# Solution key: nearest-neighbour distance of random S vacancies in monolayer MoS$_2$

## Problem and conventions

A MoS$_2$ monolayer holds sulfur vacancies at an areal density $n = 1.0\times10^{13}$ cm$^{-2}$ $= 0.10$ nm$^{-2}$, an input chosen as typical of exfoliated and vapour-grown layers. The density counts both S planes. Vacancies occupy sites independently of one another, and $r$ is the distance projected on the layer plane.

(a) Find the mean distance from a vacancy to its nearest neighbour.
(b) Find the fraction of vacancies with a partner inside an assumed interaction radius $R = 1.0$ nm.
(c) In a second, hypothetical sample the mean nearest-neighbour distance is 2.0 nm. Find its density.

The lattice constant is $a = 3.16$ Å, the compiled 300 K value for bulk 2H-MoS$_2$ (arXiv, 2016), assumed to hold for the monolayer. The cell area is $A = \tfrac{\sqrt3}{2}a^2 = 0.0865$ nm$^2$. Two S sites per cell give $2.31\times10^{15}$ sites per cm$^2$ and a vacancy probability per site $p = nA/2 = 4.32\times10^{-3}$.

## Wrong attempt (lines W2 to W4 are false)

**W1.** The area per vacancy is $1/n = 10$ nm$^2$.

**W2 (wrong).** Each vacancy sits at the centre of its own square of that area, so $\langle r\rangle = n^{-1/2} = 3.16$ nm. Variant: the square is replaced by a disc of equal area, and $\langle r\rangle$ is set equal to the Wigner–Seitz radius $r_s = (\pi n)^{-1/2} = 1.78$ nm.

**W3 (wrong).** Neighbours lie at 3.16 nm (or 1.78 nm), beyond $R$, so the fraction with a partner is zero.

**W4 (wrong).** Inverting W2, $n = \langle r\rangle^{-2} = 2.5\times10^{13}$ cm$^{-2}$; the variant gives $n = 1/(\pi\langle r\rangle^2) = 7.96\times10^{12}$ cm$^{-2}$.

## The symptom

With independent placement, a vacancy at the origin leaves the density around it equal to $n$. The mean number of other vacancies inside radius $r$ is then $\pi n r^2$. At $r = R$ this is 0.314. If no vacancy had a partner inside $R$ the mean number would be zero, so W3 contradicts the premise. At $r = n^{-1/2}$ the mean number is $\pi = 3.14$: about three vacancies already lie inside the circle on which W2 places the first one.

## The faulty line

W1 is correct, since $1/n$ is the mean area per vacancy for any arrangement. W2 is the fault. It turns a mean area into a distance by assuming an ordered array: $n^{-1/2}$ is the spacing of a square lattice. A triangular array, as produced by one vacancy in a periodically repeated $L\times L$ supercell, has the spacing $(2/\sqrt3)^{1/2}n^{-1/2} = 1.075\,n^{-1/2} = 3.40$ nm. In a random set the neighbour distance is the smallest of many independent distances and has a broad distribution. W3 and W4 inherit the fault.

## Mended calculation

Let $S(r)$ be the probability that the disc of radius $r$ around a given vacancy holds no other vacancy. The annulus from $r$ to $r+dr$ is occupied with probability $2\pi n r\,dr$, independently of the disc, so

$$S(r+dr) = S(r)\,(1-2\pi n r\,dr), \qquad \frac{dS}{dr} = -2\pi n r\,S, \qquad S(r) = e^{-\pi n r^2},$$

with $S(0)=1$. The nearest neighbour lies in the annulus when the disc is empty and the annulus is occupied:

$$w(r) = -\frac{dS}{dr} = 2\pi n r\,e^{-\pi n r^2}, \qquad \int_0^\infty w\,dr = 1 .$$

This is the planar analogue of the distribution of Hertz (1909). With $u = \pi n r^2 = (r/r_s)^2$ one has $w\,dr = e^{-u}du$ and $r = r_s u^{1/2}$, hence

$$\langle r^k\rangle = r_s^k\int_0^\infty u^{k/2}e^{-u}du = \Gamma\!\left(1+\tfrac k2\right) r_s^k .$$

**(a)** For $k=1$, $\Gamma(3/2)=\sqrt\pi/2 = 0.886$, and

$$\langle r\rangle = \frac{\sqrt\pi}{2}\,\frac{1}{\sqrt{\pi n}} = \frac{1}{2\sqrt n} = 1.58\ \text{nm}.$$

For $k=2$, $\langle r^2\rangle = r_s^2$. The Wigner–Seitz radius is therefore the root-mean-square neighbour distance, which exceeds the mean for any distribution of non-zero width. The standard deviation is $(1/\pi-1/4)^{1/2}n^{-1/2} = 0.83$ nm. The mode follows from $dw/dr \propto 1-2\pi n r^2 = 0$ and the median from $S = 1/2$.

| length | formula | units of $n^{-1/2}$ | nm | $1-S$ at this length |
|---|---|---|---|---|
| mode | $(2\pi n)^{-1/2}$ | 0.399 | 1.26 | 0.393 |
| median | $(\ln 2/\pi n)^{1/2}$ | 0.470 | 1.49 | 0.500 |
| mean | $1/(2\sqrt n)$ | 0.500 | 1.58 | 0.544 |
| Wigner–Seitz radius | $(\pi n)^{-1/2}$ | 0.564 | 1.78 | 0.632 |
| square-lattice spacing | $n^{-1/2}$ | 1 | 3.16 | 0.957 |

The last row shows that 95.7 % of the vacancies have their neighbour closer than the value W2 calls the mean.

**(b)** The fraction with at least one partner inside $R$ is

$$P(R) = 1-e^{-\pi n R^2} = 1-e^{-0.314} = 0.270,$$

which corresponds to $2.7\times10^{12}$ vacancies per cm$^2$. It is smaller than the mean number 0.314 because some vacancies have two or more partners.

**(c)** $n = 1/(4\langle r\rangle^2) = 6.25\times10^{12}$ cm$^{-2}$.

**Three dimensions.** For a volume density $N$ the same argument gives $S = e^{-4\pi N r^3/3}$ and $w = 4\pi N r^2 e^{-4\pi N r^3/3}$, with mode $(2\pi N)^{-1/3}$ and mean $\Gamma(4/3)\,r_s = 0.554\,N^{-1/3}$, where $r_s = (4\pi N/3)^{-1/3} = 0.620\,N^{-1/3}$.

## Size of the neglected terms

*Discrete sites.* In projection the S atoms form a triangular lattice of columns with two sites each, at distances $a\sqrt m$ with $m = i^2+ij+j^2$ and integer $i$, $j$. Here $(R/a)^2 = 10.01$, so the shells $m = 1, 3, 4, 7, 9$ with $6, 6, 6, 12, 6$ columns count. The 36 columns give 72 sites and the second site of the central column adds one, 73 in all, against $2\pi R^2/A = 72.7$ in the continuum. Then $P = 1-(1-p)^{73} = 0.271$. The closeness to 0.270 is partly accidental: the lattice value stays constant from $R = 3a = 0.948$ nm up to $\sqrt{12}\,a = 1.095$ nm, while the continuum value rises from 0.246 to 0.314 over that range. The mean distance, $\langle r\rangle=\int_0^\infty S\,dr$, averages over the steps; summing $(1-p)^{M(r)}$ shell by shell, with $M(r)$ the number of other sites inside $r$, moves it by less than 1 %.

*Layer thickness.* Half of the vacancies lie in the other S plane, at an approximate height $h = 0.31$ nm. If $r$ is the true distance, the mean number inside $r$ is $\pi n r^2/2$ for $r<h$ and $\pi n(r^2-h^2/2)$ for $r>h$, so

$$\langle r\rangle = \int_0^h e^{-\pi n r^2/2}dr + e^{\pi n h^2/2}\int_h^\infty e^{-\pi n r^2}dr = 1.60\ \text{nm},$$

an increase of 1.3 %. For (b), the six opposite-plane sites of the shell $m=9$ lie at the edge of the sphere of radius $R$. They drop out if $h > (R^2-9a^2)^{1/2} = 0.318$ nm, which leaves 67 sites and $P = 0.252$. The supported answers are $\langle r\rangle \approx 1.6$ nm and $P \approx 0.25$ to $0.27$.

## Size of the error

| quantity | correct | slip $n^{-1/2}$ | slip $r_s$ |
|---|---|---|---|
| (a) $\langle r\rangle$ | 1.58 nm | 3.16 nm, factor 2 | 1.78 nm, factor $2/\sqrt\pi = 1.128$ |
| (b) $P(R)$ | 0.270 | 0 | 0 |
| (c) $n$ in $10^{12}$ cm$^{-2}$ | 6.25 | 25, factor 4 | 7.96, factor $4/\pi = 1.27$ |

In (a) the first slip is 1.58 nm too long and the variant 0.20 nm too long. Both exceed the lattice and thickness terms, which are of order 1 %. The factors in (a) and (c) are independent of $n$. In three dimensions the two slips overstate the mean by the factors 1.81 and 1.12.

These numbers are the model's, resting on the assumed $n$, $R$ and random placement. The density of real layers varies by more than a decade with preparation, and $\langle r\rangle$ scales as $n^{-1/2}$. Vacancies that migrate and bind, as in the lines typically formed under prolonged electron irradiation, have a shorter mean distance and a larger $P$; mutual repulsion acts in the opposite direction. The ratio $2\langle r\rangle\sqrt n$ of Clark and Evans (1954) measures the departure. It equals 1 for random placement, falls below 1 for clustering, and is 2.15 for a triangular array. Line W2 corresponds to the value 2, close to that of the triangular array and far from that of independent vacancies.